# Temkin–Pyzhev rate law: the middle-coverage assumption and the optimal H₂:N₂ ratio

## Problem

Ammonia forms by N₂ + 3 H₂ ⇌ 2 NH₃, with $K = (p_{\rm NH_3}^2/p_{\rm N_2}p_{\rm H_2}^3)_{\rm eq}$ in bar⁻². The surface is a set of patches labelled by $s$, with equal numbers of sites per unit $s$ for $0\le s\le 1$. The heat of dissociative N₂ chemisorption falls linearly, $Q(s)=Q_0-s\,\Delta Q$, with $\Delta Q=Q_0-Q_1$ per mole of N₂. The adsorption barrier rises as $\alpha s\,\Delta Q$ with $0<\alpha<1$. The adsorption entropy $\Delta S$ and the prefactor are the same on all patches. Chemisorption of N₂ is rate-determining, atomic N is the only abundant adsorbate, each patch is a Langmuir surface, and the gas is ideal. The rate $r$ counts N₂ molecules consumed per site per second, so NH₃ forms at $2r$.

(a) Write $r$ as an integral over the patches. [4]
(b) Obtain the Temkin–Pyzhev equation and name the step that assumes middle coverage. [4]
(c) Find the optimal feed ratio $\rho=p_{\rm H_2}/p_{\rm N_2}$ far from equilibrium at fixed $p_{\rm NH_3}$ and total pressure $P$. [3]
(d) Drop the assumption and derive the first correction to the rate, to the reaction order and to $\rho$. [8]
(e) Evaluate the correction for a model iron catalyst at 673 K and 100 bar. [6]
(f) Weigh it against the other neglected terms. [5]

## (a) The rate as an integral over patches

Define $f=\Delta Q/RT$. The adsorption equilibrium constant and the adsorption rate constant of patch $s$ are

$$a(s)=a_0e^{-fs},\qquad k_a(s)=k_a^0e^{-\alpha fs},\qquad a_0=e^{\Delta S/R}\,e^{Q_0/RT}\ {\rm bar^{-1}},$$

with $k_a$ in s⁻¹ bar⁻¹ and $a_1=a_0e^{-f}$ for the weakest patch. Detailed balance fixes the desorption constant, $k_d=k_a/a$.

All steps after chemisorption are equilibrated, so 2 N(ads) + 3 H₂ ⇌ 2 NH₃ sets the chemical potential of adsorbed nitrogen. It equals that of a layer in equilibrium with N₂ gas at the virtual pressure

$$p^*=\frac{p_{\rm NH_3}^2}{K\,p_{\rm H_2}^3}.$$

The dissociative Langmuir isotherm then gives the coverage of each patch,

$$\theta=\frac{u}{1+u},\qquad u(s)=\sqrt{a(s)\,p^*}.$$

The local net rate is $k_ap_{\rm N_2}(1-\theta)^2-k_d\theta^2$. Since $\theta^2=u^2(1-\theta)^2=a\,p^*(1-\theta)^2$, the desorption term equals $k_ap^*(1-\theta)^2$, and

$$r=(p_{\rm N_2}-p^*)\int_0^1k_a(s)\,[1-\theta(s)]^2\,ds .$$

Change the variable to $u$. From $u^2=a_0p^*e^{-fs}$ follow $ds=-(2/f)\,du/u$ and $e^{-\alpha fs}=u^{2\alpha}(a_0p^*)^{-\alpha}$. Hence

$$r=\frac{2k_a^0}{f}\,(a_0p^*)^{-\alpha}\,(p_{\rm N_2}-p^*)\,J,\qquad J=\int_{u_1}^{u_0}\frac{u^{2\alpha-1}}{(1+u)^2}\,du,$$

with $u_0=\sqrt{a_0p^*}$ on the strongest patch and $u_1=\sqrt{a_1p^*}=u_0e^{-f/2}$ on the weakest. This is exact within the model. [2 marks for the factor $p_{\rm N_2}-p^*$, 2 for $J$ with its limits.]

## (b) Where the assumption enters

The gas composition enters $J$ only through the two limits. Per unit $\ln u$ the integrand is $u^{2\alpha}/(1+u)^2$, which peaks at $\theta=\alpha$ and decays as $u^{2\alpha}$ on the empty side and as $u^{-(2-2\alpha)}$ on the full side. Empty patches bind weakly and have high barriers; full patches have low barriers and few free pairs of sites.

The middle-coverage assumption is $u_0\gg1$ and $u_1\ll1$: the strongest patch is full, the weakest is empty, and the peak lies well inside the distribution. The limits are replaced by $\infty$ and $0$, and $J$ becomes the constant

$$B=\Gamma(2\alpha)\,\Gamma(2-2\alpha)=\frac{\pi(1-2\alpha)}{\sin 2\pi\alpha},$$

which equals 1 at $\alpha=\tfrac12$. This replacement is the only place where the assumption is used. Inserting $p^*$ gives the equation of Temkin and Pyzhev (1940),

$$r_{\rm TP}=k_+\,p_{\rm N_2}\left(\frac{p_{\rm H_2}^3}{p_{\rm NH_3}^2}\right)^{m}-k_-\left(\frac{p_{\rm NH_3}^2}{p_{\rm H_2}^3}\right)^{1-m},$$

$$m=\alpha,\qquad k_+=\frac{2Bk_a^0}{f}\left(\frac{K}{a_0}\right)^{m},\qquad k_-=\frac{k_+}{K}.$$

The ratio $k_+/k_-$ is $K$ itself because the slow step occurs once per reaction as written.

The name of the assumption comes from the mean coverage, $\bar\theta=\int_0^1\theta\,ds=(2/f)\ln[(1+u_0)/(1+u_1)]$. Under the same replacement it becomes the logarithmic isotherm $\theta_T=f^{-1}\ln(a_0p^*)$, in terms of which $u_0=e^{f\theta_T/2}$ and $u_1=e^{-f(1-\theta_T)/2}$ exactly. Both conditions hold when $\theta_T$ is many times $2/f$ away from 0 and from 1. [2 marks for $B$ and the constants, 2 for locating the step.]

## (c) The optimum of the power law

Far from equilibrium $\eta\equiv p^*/p_{\rm N_2}\ll1$ and only the forward term is kept. With $S=P-p_{\rm NH_3}$ fixed, $p_{\rm N_2}=S/(1+\rho)$ and $p_{\rm H_2}=S\rho/(1+\rho)$, so

$$\frac{d\ln p_{\rm N_2}}{d\rho}=-\frac1{1+\rho},\qquad\frac{d\ln p_{\rm H_2}}{d\rho}=\frac1{\rho(1+\rho)},\qquad\frac{d\ln r}{d\rho}=\frac{3m-\rho}{\rho(1+\rho)} .$$

The derivative changes from positive to negative at $\rho=3m$, a maximum. For $m=0.5$ the optimum is 1.5, whatever $T$, $P$ and $p_{\rm NH_3}$. The rate there exceeds that of the stoichiometric feed by the factor $(0.4\times0.6^{3/2})/(0.25\times0.75^{3/2})=1.14$. [3]

## (d) The correction from finite limits

**Rate.** Write $J$ as $B$ minus two tails. For $u<u_1\ll1$ the denominator is 1 to leading order, and for $u>u_0\gg1$ it is $u^2$:

$$J\simeq B-\frac{u_1^{2\alpha}}{2\alpha}-\frac{u_0^{-(2-2\alpha)}}{2-2\alpha}.$$

The tails have relative corrections of order $u_1$ and $1/u_0$. The exact relation is $r=r_{\rm TP}J/B$. Both tails lower the rate, since the power law counts patches that the surface lacks. The factor multiplies forward and reverse terms alike, so their ratio still gives $K$.

**Order.** Define the local exponent $m_{\rm eff}=-\partial\ln r_+/\partial\ln p^*$ at fixed $p_{\rm N_2}$, where $r_+$ is the forward rate. The forward orders are then 1 in N₂, $3m_{\rm eff}$ in H₂ and $-2m_{\rm eff}$ in NH₃. On one patch $d\ln u/d\ln p^*=\tfrac12$ gives $d\ln(1-\theta)^2/d\ln p^*=-\theta$. Differentiating under the integral over $s$,

$$m_{\rm eff}=\frac{\int_0^1k_a(1-\theta)^2\,\theta\,ds}{\int_0^1k_a(1-\theta)^2\,ds}=\langle\theta\rangle_r .$$

The exponent is the coverage averaged with the local rate as weight. On an unbounded distribution this average is pinned at $\alpha$, because the working patches shift along $s$ as $p^*$ changes. An edge stops the shift.

The form in $u$ gives the size. Only the limits of $J$ depend on $p^*$, and $du_i/d\ln p^*=u_i/2$, so

$$m_{\rm eff}=\alpha+\frac{1}{2J}\left[\frac{u_1^{2\alpha}}{(1+u_1)^2}-\frac{u_0^{2\alpha}}{(1+u_0)^2}\right]\simeq\alpha+\frac{u_1^{2\alpha}-u_0^{-(2-2\alpha)}}{2B}.$$

The two edges act in opposite directions. The weak edge cuts off patches of low coverage and raises the average; the strong edge cuts off patches of high coverage and lowers it.

**The case $\alpha=\tfrac12$.** The integral is elementary, $J=\int_{u_1}^{u_0}(1+u)^{-2}du=\theta_0-\theta_1$, with $\theta_i=u_i/(1+u_i)$. The bracket is $\theta_1(1-\theta_1)-\theta_0(1-\theta_0)=(\theta_0-\theta_1)(\theta_0+\theta_1-1)$, so

$$m_{\rm eff}=\frac{\theta_0+\theta_1}{2}\simeq\frac12+\frac12\left(u_1-\frac1{u_0}\right).$$

Two limits confirm it. For $f\to0$ the surface is uniform and $m_{\rm eff}=\theta$, the Langmuir result. For $p^*\to0$, $J/u_0\to1-e^{-f/2}$, so $r_+$ tends to the finite bare-surface rate $2k_a^0p_{\rm N_2}(1-e^{-f/2})/f$, and the divergence of the power law at zero ammonia pressure is gone.

**Optimum.** The derivative in (c) holds with $m_{\rm eff}$ in place of $m$, because $d\ln p^*=-3\,d\ln p_{\rm H_2}$. The condition becomes implicit,

$$\rho_{\rm opt}=3\,m_{\rm eff}\big(p^*(\rho_{\rm opt})\big).$$

For $\alpha=\tfrac12$, $dm_{\rm eff}/d\ln p^*=\tfrac14[\theta_0(1-\theta_0)+\theta_1(1-\theta_1)]>0$ and $p^*$ falls as $\rho$ grows. Thus $3m_{\rm eff}-\rho$ decreases steadily from 3 at $\rho\to0$ to negative values, and its single zero is the maximum. To first order the right side is evaluated at $\rho=3\alpha$, since the feedback of the shift on $p^*$ is of second order in the tails. For $\alpha=\tfrac12$,

$$\Delta\rho\simeq\frac32\left(u_1-\frac1{u_0}\right)=\frac32\,e^{-f/4}\left(\sqrt{\frac{p^*}{p_c}}-\sqrt{\frac{p_c}{p^*}}\right),\qquad p_c=(a_0a_1)^{-1/2}.$$

The shift vanishes at $p^*=p_c$, where $\theta_T=\tfrac12$ and the middle patch is half covered. There the order is exactly $\tfrac12$ while the rate is still lowered by about $2e^{-f/4}$. [2 marks each for $J$, $\langle\theta\rangle_r$, the closed form and $\Delta\rho$. An answer that adds the two tails in $m_{\rm eff}$ with the same sign loses 2.]

## (e) Size for a model iron catalyst

Inputs, each typical or assumed: $T=673$ K and $P=100$ bar (assumed conditions); $K=1.6\times10^{-4}$ bar⁻² (typical at this temperature); $\alpha=0.5$ (typical of promoted iron); $Q_0=200$ and $Q_1=100$ kJ mol⁻¹ and $\Delta S=-180$ J mol⁻¹ K⁻¹ at 1 bar (assumed, illustrative). All results below are the model's.

With $RT=5.596$ kJ mol⁻¹ and $\Delta Q=100$ kJ mol⁻¹, $f=17.87$ and $e^{-f/4}=0.0115$. From $\Delta S/R=-21.65$ come $\ln a_0=14.09$ and $\ln a_1=-3.78$, that is $a_0=1.32\times10^6$ bar⁻¹ and $a_1=0.0229$ bar⁻¹. The window of virtual pressure runs from $1/a_0=7.6\times10^{-7}$ bar to $1/a_1=44$ bar, with its logarithmic centre at $p_c=5.8\times10^{-3}$ bar.

**Worked case, $p_{\rm NH_3}=2$ bar.** At $\rho=1.5$, $p_{\rm H_2}=58.8$ bar and $p_{\rm N_2}=39.2$ bar, so $p^*=0.123$ bar and $\eta=0.0031$. Then $u_0=403$ and $u_1=0.0530$, giving $\theta_0=0.9975$ and $\theta_1=0.0504$. The logarithmic isotherm gives $\theta_T=0.671$ against the exact $\bar\theta=0.666$. The factor on the rate is $J=0.947$, and $m_{\rm eff}=0.524$. The first-order shift is $\Delta\rho=1.5\,(0.0530-0.0025)=0.076$. Solving the implicit condition gives $\rho_{\rm opt}=1.570$ with $m_{\rm eff}=0.523$, a shift of 0.070 or 4.7 % of 1.5.

The table repeats this for four ammonia pressures. The quantities $p^*$, $u_1$, $1/u_0$ and $\eta$ are evaluated at $\rho=1.5$, and the last column is used in (f). The third decimal of $\rho$ serves only to compare the first-order formula with the implicit solution; the inputs do not support it.

| $p_{\rm NH_3}$/bar | $p^*$/bar | $u_1$ | $1/u_0$ | $\rho$, first order | $\rho_{\rm opt}$ | $1.5\,\eta$ |
|---|---|---|---|---|---|---|
| 0.05 | $7.24\times10^{-5}$ | 0.0013 | 0.1023 | 1.349 | 1.370 | $2.7\times10^{-6}$ |
| 0.2 | $1.16\times10^{-3}$ | 0.0052 | 0.0255 | 1.469 | 1.471 | $4.4\times10^{-5}$ |
| 2 | 0.123 | 0.0530 | 0.0025 | 1.576 | 1.570 | 0.0047 |
| 5 | 0.844 | 0.1389 | 0.0009 | 1.707 | 1.672 | 0.033 |

The optimum now depends on the ammonia pressure. It rises with $p_{\rm NH_3}$ and passes through 1.5 at 0.44 bar, where $p^*=p_c$. The first-order formula overstates the shift in every row, slightly while the larger tail is near 0.05 or below and visibly above 0.1.

**Range of validity.** Keeping only the nearer edge, a shift below 5 % of 1.5 needs $u_1<1/20$ and $1/u_0<1/20$. The patch with $u=1$ must then lie at least $2RT\ln20=34$ kJ mol⁻¹ inside each edge, which here means $0.34<\theta_T<0.66$. Only the central third of the coverage scale counts as middle coverage at this tolerance, although the window spans many decades of $p^*$.

**Cost of ignoring the shift.** Near the maximum the derivative in (c) is about $-(\rho-\rho_{\rm opt})/[\rho(1+\rho)]$, so the relative loss of rate is about $(\Delta\rho)^2/[2\rho(1+\rho)]$. At 2 bar, running at 1.5 instead of 1.570 loses 0.065 % of the forward rate. The position of the maximum moves at first order in the tails and the penalty for missing it is of second order. [2 marks for the window, 2 for the worked case, 2 for the range and the cost.]

## (f) Comparison with other neglected terms

**Reverse rate.** Keeping the factor $p_{\rm N_2}-p^*$,

$$\rho(1+\rho)\frac{d\ln r}{d\rho}=\frac{3\eta-\rho}{1-\eta}+3m_{\rm eff},\qquad\text{so}\qquad\rho_{\rm opt}=3m_{\rm eff}+3\eta\,(1-m_{\rm eff}).$$

The added shift is about $1.5\,\eta$, the last column of the table. It grows as $p^*$, while the weak-edge term $1.5\,u_1$ grows as $\sqrt{p^*}$, so far from equilibrium the edge term leads; at 2 bar $\eta/u_1=0.059$. With both effects the optimum at 2 bar is 1.574. As $\eta\to1$ the condition gives $\rho_{\rm opt}\to3$ for any $m_{\rm eff}$.

**Position of the edge.** The correction is exponential in the assumed heats. Moving $Q_1$ by 20 kJ mol⁻¹ at fixed $Q_0$ changes $u_1$ by the factor $e^{20/(2\times5.596)}=6.0$. At 2 bar, without the reverse rate, $\rho_{\rm opt}$ is 1.83 for $Q_1=120$ kJ mol⁻¹ and 1.51 for $Q_1=80$ kJ mol⁻¹. In the second case the edge shift of 0.009 is only twice the reverse-rate shift of 0.0047, and the two must be kept together. The value 0.070 is therefore an order of magnitude, and a distribution whose edges are rounded instead of sharp would change it as well.

**Local isotherm.** If N₂ is treated as occupying one site, with $\theta=v/(1+v)$, $v=ap^*=u^2$ and a rate proportional to $1-\theta$, the same steps give the same power law with $\int_0^\infty v^{\alpha-1}(1+v)^{-1}dv=\pi/\sin\pi\alpha$. At $\alpha=\tfrac12$ the shift of the order is $(u_1-1/u_0)/\pi$, smaller by $2/\pi$, and the first-order $\Delta\rho$ at 2 bar is 0.048 instead of 0.076. The leading law cannot tell the two local models apart, and the correction can.

**Value of $\alpha$.** For $\alpha=0.75$, $B=\pi/2$ and the tails are $u_1^{3/2}$ and $u_0^{-1/2}$. At 2 bar and $\rho=2.25$, $u_0=325$ and $u_1=0.0428$, and the first-order shift is $3(u_1^{3/2}-u_0^{-1/2})/\pi=-0.04$. The slowly decaying strong-edge tail dominates and the sign is reversed.

**Non-ideal gas.** If the fugacity coefficients are independent of composition, they leave $\rho=3m$ unchanged and multiply $p^*$ by $\phi_{\rm NH_3}^2/\phi_{\rm H_2}^3$. Typical values at these conditions, $\phi_{\rm NH_3}\approx0.95$ and $\phi_{\rm H_2}\approx1.03$, give 0.83, which takes the first-order shift at 2 bar from 0.076 to 0.068.

**Other adsorbates.** The strong-edge term grows as the surface is emptied of nitrogen. That is also where adsorbed H and NH$_x$ can compete for sites and where hydrogenation may cease to be equilibrated. The model contains neither effect and gives no size for them, so the rows at low ammonia pressure show the edge effect alone.

**Conclusion.** Exponents fitted for promoted iron are typically 0.5 to 0.75, so $3m$ spans 1.5 to 2.25. The model's $m_{\rm eff}$ of 0.52 at 2 bar is no test of that range, since $\alpha=0.5$ was an input. The model's edge correction of about 5 % in $\rho$ is an order of magnitude smaller than this spread of 0.75, and its cost in rate is below 0.1 %. A fitted exponent is already the local $m_{\rm eff}$, so the rule that the optimal ratio equals the forward order in H₂ survives the loss of the middle-coverage assumption. What is lost is the constancy of that order: it equals $3\langle\theta\rangle_r$, must be determined at the virtual pressure of use, and in this model carries the optimum from 1.37 to 1.67 as the ammonia pressure rises from 0.05 to 5 bar. [1 mark each for any five of the above.]